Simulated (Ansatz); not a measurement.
## Nb: pressure and energy change per atom against volume scale

All results are calculated (Ansatz 0.2.0). Plane-wave DFT, scalar-relativistic PAW made under PBE with cores redone for the functional, no dispersion; the given relaxed cell is scaled uniformly, energy at zero smearing counts from the unscaled cell, pressure at the given Fermi-Dirac smearing is positive in compression.

The cell before it is scaled or strained (space group P6/mmm, No. 191):
```
cell vectors (Å)
   4.8781     0.0000     0.0000
  -2.4391     4.2246     0.0000
   0.0000     0.0000     2.6756
atoms (fractions of the cell vectors)
Nb  1.00000  0.00000  1.00000
Nb  0.33333  0.66667  0.50000
Nb  0.66667  0.33333  0.50000
```

Settings of every row: spin polarised no; functional r2SCAN; wave cutoff 500 eV; smearing width 0.1 eV; k mesh 9x9x13.

Atom starting moment: 0 on all atoms.

Limits: the cell comes from a prototype or a list of computed structures and needn't be the stable phase.

```
row  volume scale  V (Å³/atom)  pressure (GPa)  energy change per atom (meV)
  1          0.88       16.174           27.29                        167.73
  2          0.92       16.909           16.41                         69.19
  3          0.96       17.644            7.46                         15.94
  4          1.04       19.115               ?                             ?
  5          1.08        19.85          -11.17                         55.58
  6          1.12       20.585          -15.38                        117.48
```

Question: what pressure and energy change per atom should row 4 give?

Worked fit of pressure. Take u = (V_r/V)^(2/3) − 1 with V_r = 17.644 Å³ an atom, which is twice the finite (Eulerian) strain; such expansions in the strain, on which the Birch-Murnaghan equation of state is built, carry the rest volume and the bulk modulus. The shown rows have u = 0.05971, 0.02877, 0, -0.07553, -0.09767. Least squares give pressure = 7.46 + 294.45 × u + 624.1 × u² GPa; a straight line predicts inner rows, each left out in turn, worse (root mean square 1.6 against 0.059 GPa). The rows lie off it by 0.02, -0.04, 0.00, 0.05, -0.03 (root mean square 0.033 GPa). The pressure vanishes at u = -0.0269, or V = 18.38 Å³ an atom, and there the bulk modulus at fixed shape and fractions is B = −V dP/dV = (2/3)(1 + u) dP/du = 169 GPa. Letting shape and atoms relax would as a rule lower it, by much in layered, chain or molecular crystals. The withheld row has u = -0.05199, so the fit gives 7.46 + 294.45 × (-0.05199) + 624.1 × (-0.05199)² = -6.16 GPa.

The calculation gave -6.08 GPa. The fit lies 0.08 GPa (1.3 % of the value, 0.19 % of the column's range) below it; its largest miss of a shown row is 0.05 GPa.

Worked fit of energy change per atom. Take u = (V_r/V)^(2/3) − 1 with V_r = 17.644 Å³ an atom, which is twice the finite (Eulerian) strain; such expansions in the strain, on which the Birch-Murnaghan equation of state is built, carry the rest volume and the bulk modulus. The shown rows have u = 0.05971, 0.02877, 0, -0.07553, -0.09767. Least squares give energy change per atom = 15.881 + 1187.19 × u + 22767.6 × u² meV; a straight line predicts inner rows, each left out in turn, worse (root mean square 60 against 0.59 meV). The rows lie off it by -0.21, 0.31, 0.06, -0.52, 0.36 (root mean square 0.33 meV). The withheld row has u = -0.05199, so the fit gives 15.881 + 1187.19 × (-0.05199) + 22767.6 × (-0.05199)² = 15.70 meV.

The calculation gave 14.97 meV. The fit lies 0.73 meV (4.9 % of the value, 0.48 % of the column's range) above it; its largest miss of a shown row is 0.52 meV.
